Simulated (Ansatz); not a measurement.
A family of molecules: the atomisation energy (no zero-point term)

Gas-phase molecules, one atom swapped for its congeners: SeH(CF3); Si(SeH)F3; Ge(SeH)F3. All are singlets with charge 0.

Shapes, held fixed at every level: PBE0-D4/def2-TZVP. Programs: Ansatz 0.2.0. Values in eV.

| level | SeH(CF3) | Si(SeH)F3 | Ge(SeH)F3 |
| --- | --- | --- | --- |
| r2SCAN-D4/def2-TZVPP | 21.66 | 24.84 | 21.19 |
| B3LYP-D4/def2-TZVPP | 21.19 | 24.39 | 20.64 |
| wB97X-V/def2-TZVPP | 21.54 | 24.77 | 21.16 |
| MP2/def2-TZVPP | 21.73 | 25.22 | 21.62 |
| CCSD/def2-TZVPP | 20.12 | 23.67 | 20.11 |
| CCSD(T)/def2-TZVPP | 20.70 | 24.11 | 20.61 |

At CCSD(T)/def2-TZVPP the atomisation energy isn't monotonic: it is largest for Si and smallest for Ge (24.11 and 20.61 eV). Every level shows the same order. Relativity is left out for Ge, Se. Outer-core shells of Ge, Se are correlated in most correlated rows, in sets that cover them unevenly. Spin-orbit coupling, which grows down the group, is left out (summed over each molecule's free atoms 0.17, 0.19, 0.29 eV). Coupled cluster in double- or triple-zeta sets underbinds by a few per cent against its basis-set limit. CCSD also lacks the triples, which bind further.

The silicon compound stands well above its congeners at every level, while carbon and germanium lie close together: 20.70 against 20.61 eV with CCSD(T), and almost level with CCSD. The silicon maximum is therefore robust, but the order of the other two is much less secure.

The three bonds to fluorine probably dominate the pattern. Silicon is much more electropositive than carbon, so Si–F bonds gain a large ionic contribution, helped by donation from fluorine lone pairs into Si–F and Si–Se antibonding orbitals. Around the smaller carbon atom, the bonds are less polar and the fluorine atoms are more crowded. At germanium, the filled 3d shell screens the nuclear charge poorly, which keeps the atom more electronegative than a simple group trend would suggest, while its more diffuse valence orbitals overlap less well with those of fluorine. Both effects weaken Ge–F relative to Si–F.

These totals don't separate the E–F from the E–Se contribution, so they don't establish which bond would break first.
